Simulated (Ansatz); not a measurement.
# Correcting a cheap level on molecular compounds of Sn

The vertical ionisation energy (cation less neutral) in eV of 7 molecular compounds of Sn: x at r2SCAN-D4/def2-TZVPP, y at CCSD(T)/def2-TZVPP. Shapes, held fixed at every level: PBE0-D4/def2-TZVP. Flexible molecules stand in one conformer, not always the lowest. Programs: Ansatz 0.2.0.

```
                                      molecule  x (eV)  y (eV)
                                     Sn(SiH3)4    8.99    9.30
                     Sn(CH3)4 (tetramethyltin)    9.21       ?
                                      SnH3(SH)    9.40    9.51
C3H8Cl2OSn (SMILES CC[O][Sn]([CH3])([Cl])[Cl])    9.70   10.18
   CH4ClFO2Sn (SMILES C[O][Sn]([OH])([F])[Cl])   10.56   11.04
                SnH2BrF (SMILES [F][SnH2][Br])   10.76   10.98
                          SnH4 (SMILES [SnH4])   11.39   11.71
```

Problem. Fit y = c + s·x to the known rows and predict y for Sn(CH3)4.

Solution. 
1. Means of the 6 rows: x = 10.1333, y = 10.453.
2. Σ(Δx)² = 4.1867, Σ(Δx·Δy) = 4.2884, so the slope is 4.2884/4.1867 = 1.0243.
3. Intercept: 10.453 − (1.0243) × 10.1333 = 0.073. The largest residual of the fit is 0.19.
4. Sn(CH3)4: 0.073 + 1.0243 × 9.21 = 9.51 eV.

CCSD(T)/def2-TZVPP gives 9.72 eV, so the prediction is off by -0.21 eV, about the largest residual. Uncorrected, r2SCAN-D4/def2-TZVPP misses Sn(CH3)4 by -0.51 eV, and the other rows by 0.32 on average. The line removes about 60 % of this miss. Left out in turn, the other rows are missed by 0.16 eV on average, so much of the error is systematic among these molecules. Cations run unrestricted. For atoms past krypton def2 sets carry core potentials with scalar relativity. Relativity is left out for Br. Outer-core shells of Br, Sn are correlated, in sets that cover them unevenly.

r2SCAN-D4 gives too low an ionisation energy in every row, and with a slope of 1.0243 the fitted line acts almost as a constant upward shift. What it misses is chemical: the three molecules containing carbon, tetramethyltin among them, all show a larger gap between the two levels than any of the carbon-free ones. A line drawn through both kinds therefore undercorrects Sn(CH3)4, probably because the semilocal functional overstabilises a hole spread over the organic groups.

The order SnH4 > Sn(CH3)4 > Sn(SiH3)4 holds at both levels and follows the bonding. In all three the electron leaves a σ-bonding orbital between tin and its ligands. Methyl groups raise this orbital by mixing with their C–H bonds and help to polarise around the positive charge, while the less electronegative silicon gives still higher-lying Sn–Si bonds. In SnH3(SH) the electron comes instead mainly from a sulfur lone pair. The data support a useful average correction, but not one that can be carried over to organotin compounds in general.
